Two choices set the vibration frequencies of this ordered Mo₂W crystal. Keeping the tungsten atom at rest raises a frequency by nearly a fifth, and turning the motion from the stacking axis into the plane of the layers raises it by about a seventh. The first effect comes from the large mass of W, the second from stiffer springs in the plane, which the tilt of the bonds helps to explain. Because the two are so similar in size, two different kinds of vibration end up close together in the middle of the spectrum.

Zone-centre phonon frequencies of Mo₂W (space group P-3m1, 3-atom cell), computed by linear response with Ansatz 0.2.0 using scalar-relativistic PBE without spin polarization, PAW, a 420 eV plane-wave cutoff, a 12×12×16 k mesh and Fermi–Dirac smearing of 0.15 eV. Modes are numbered by increasing frequency, leaving out the three translations.

```
row  phonon frequency (cm^-1)  mode number
  1                    171.30            1
  2                    195.90            2
  3                    195.90            3
  4                    202.90            4
  5                    232.30            5
  6                    232.30            6
```

**What moves in each mode**

The mode number only sorts the frequencies, so the rise down the table explains nothing by itself. The computed atomic motions do. The crystal is a nearly ideal body-centred cubic metal, seen as layers stacked along the axis c in the order Mo, Mo, W. Each mode moves whole layers against one another, and two questions identify it: does W move, and is the motion along c or in the plane?

In row 1 and in rows 2 and 3, the two Mo layers move together and W moves the opposite way. In row 4 and in rows 5 and 6, the two Mo layers move against each other and W stays where it is. Rows 1 and 4 are motions along c; the others lie in the plane. The in-plane modes come in pairs of equal frequency because the threefold axis makes the two in-plane directions equivalent.

**Why a moving W lowers the frequency**

Suppose that each pair of layers in the cell, Mo–Mo or Mo–W, is joined by the same total spring K for a given direction. Call the mass of Mo m and that of W M. When the Mo layers move by equal and opposite amounts, each is pulled back once by the resting W and twice as hard by the other Mo, which has moved the opposite way. The squared angular frequency is therefore 3K/m.

When both Mo layers move together against W, the Mo–Mo spring is not stretched at all. Each Mo feels one spring and W feels two, which gives a squared frequency of K(1/m + 2/M). For three equal masses this is again 3K/m, and the two patterns would have the same frequency. A heavier W lowers only the second pattern, since only there does W take part. A lone atom lighter than its two partners would raise it instead.

Dividing the two results removes the unknown spring. The frequency with W moving, divided by that with W at rest, should be √[(2m + M)/(3M)]. With masses of 95.95 for Mo and 183.84 for W, in atomic mass units, this is 0.825.

Row 4 now gives an estimate of row 1, which was not used as input: 0.825 × 202.9 cm⁻¹ is about 167 cm⁻¹. The calculation gives 171.3 cm⁻¹, so the estimate is about 2% low. The in-plane modes show the same small shortfall. Mass alone thus accounts for the whole separation between the two patterns and even overstates it somewhat. The output printed after this text gives the comparison for every row.

**What the missing 2% hides**

The shortfall has a definite meaning within the spring picture: the Mo–W spring is stiffer than the Mo–Mo spring. If the two are allowed to differ, the frequencies require Mo–W to be about 7% stiffer, both along c and in the plane. These are totals over all contacts between two layers, not the strengths of single bonds. This step uses all the frequencies to obtain the springs, so its exact agreement with them is no test.

The result corrects a tempting misreading. The modes in which W moves have the lower frequencies, yet W is not held more softly. If W kept its springs but had the mass of Mo, row 1 would move up to about 207.5 cm⁻¹, slightly above row 4. The mass of W does more than widen an existing gap: in this calculation it reverses the narrow order that the springs alone would give.

Why the Mo–W spring is stiffer is less certain. Stronger bonding to W is a plausible reason. The layers have also shifted slightly from their ideal spacing. This makes Mo–Mo the shorter contact among nearest neighbours but Mo–W the shorter among second neighbours, but the differences are under a hundredth of an ångström and run in opposite senses, so the shift is expected to supply only a small part of the 7%. In a metal, moreover, vibration frequencies depend on how finely the electronic states are sampled, and only one sampling mesh was used. The 7% is best treated as a small correction whose origin remains open.

**Why motion along the axis is softer**

The direction effect has to come from the springs, because the comparison keeps the moving masses the same. With either pattern of motion, the in-plane spring is about 1.3 times as stiff as the one along c. The frequency goes as the square root of the spring, which turns this into a rise of about 14%.

The geometry suggests why. Every atom has eight nearest neighbours, and two of them sit directly above and below it along c. These two are copies of the atom itself in the next cells: Mo above Mo, W above W. The other six nearest neighbours of W are Mo. In a zone-centre mode all copies move in step, so the bonds that point straight along c are never stretched.

The restoring force must come from the other contacts. The remaining six nearest-neighbour bonds lie rather flat, rising along c by only about a third of their length. A small shift along c therefore changes their length by a third of the shift, and the spring energy, which goes as the square, by a factor of one ninth. The other eight ninths belong to in-plane motion and are shared equally between its two directions, four ninths each. If these bonds resisted only stretching, and nothing else acted, the in-plane spring would be four times as stiff.

That simple picture has the right sign but greatly exaggerates the effect. A fourfold spring would double the frequency, whereas the computed rise is only about a seventh. Second neighbours are an obvious part of the remedy: in a body-centred cubic metal they are only about 15% farther away, and their tilt makes them resist all three directions almost equally. Adding such an even-handed spring dilutes the contrast. If these bonds were as stiff as the nearest ones, they would add three ninths in every direction, and the ratio would fall from four to 7/4. That is still well above the computed 1.3, so something more is needed: second-neighbour bonds on their own would have to be about three times as stiff as the nearest ones, so resistance to bending or forces from more distant atoms probably contribute as well. The calculation does not give the separate shares.

**Why the middle gap is small**

The uneven spacing now follows. Start from row 1, which has both disadvantages: W moves, and the motion is along the soft axis. Turning the motion into the plane leads to rows 2 and 3. Keeping W at rest instead leads to row 4. The second step is somewhat larger than the first, so row 4 lies 7 cm⁻¹ above the pair.

Taking both steps leads to rows 5 and 6. The two effects very nearly multiply: 195.9 × 202.9 / 171.3 gives 232.0 cm⁻¹, against a computed 232.3 cm⁻¹. They do so because the Mo–W spring exceeds the Mo–Mo spring by almost the same proportion in both directions. The spectrum is thus a small two-by-two scheme, with its two intermediate cases almost level.

Symmetry guarantees the equal frequencies within each pair, but it does not fix the order of row 4 and the pair below it. That order depends on a close balance between mass and direction. The electrons were also given a broad thermal smearing, equivalent to a temperature far above that of a room, which can blur fine electronic effects on the springs. Without a second mesh or a narrower smearing, the size of this small gap is less secure than the scheme that explains it.

**How to use the result**

Identify a mode by its motion before comparing it with one from another calculation. Rows 2 to 4 lie close enough for a modest change in the springs to exchange their order, and matching by mode number would then compare different vibrations. For a similar layered cell with two equal atoms and a different third one, first apply the mass ratio to modes of the same direction. What remains is the part that can tell something about the springs.

Do not judge the strength of bonding from frequency alone when the masses differ this much. Here the heavier atom has, on this mesh, slightly stiffer springs and still gives the slower vibrations. And although all six frequencies are real, they test only motions that repeat identically in every cell; the stability of the crystal against longer-period distortions needs vibrations away from the zone centre.

Printed output of the fit:

```
Mass-only prediction of rows 1-3 from rows 4-6 (rows 4-6 are input), cm^-1:
  row  W moves  in plane  computed  predicted    miss
    1        1         0     171.3      167.5  -3.827
    2        1         1     195.9      191.7   -4.16
    3        1         1     195.9      191.7   -4.16
    4        0         0     202.9      202.9       0
    5        0         1     232.3      232.3       0
    6        0         1     232.3      232.3       0
Frequency ratio W moving / W at rest, masses alone: 0.8254
Same ratio computed, along c: 0.8443
Same ratio computed, in plane: 0.8433
Gap from row 1 to rows 2-3, cm^-1: 24.6
Gap from rows 2-3 to row 4, cm^-1: 7
Gap from row 4 to rows 5-6, cm^-1: 29.4
Frequency ratio in plane / along c, W moving: 1.144
Frequency ratio in plane / along c, W at rest: 1.145
Spring ratio in plane / along c, W moving: 1.308
Spring ratio in plane / along c, W at rest: 1.311
Total springs between sublattices, N/m (same for all rows of one direction):
  row   Mo-W  Mo-Mo  ratio
    1  81.17  75.79  1.071
    2  106.2  99.46  1.067
    3  106.2  99.46  1.067
    4  81.17  75.79  1.071
    5  106.2  99.46  1.067
    6  106.2  99.46  1.067
Row 1 if W had the mass of Mo, cm^-1: 207.5
Rows 2-3 if W had the mass of Mo, cm^-1: 237.3
Spring ratio in plane / along c from nearest neighbours alone: 3.994
Spring ratio in plane / along c from second neighbours alone: 0.9986
```
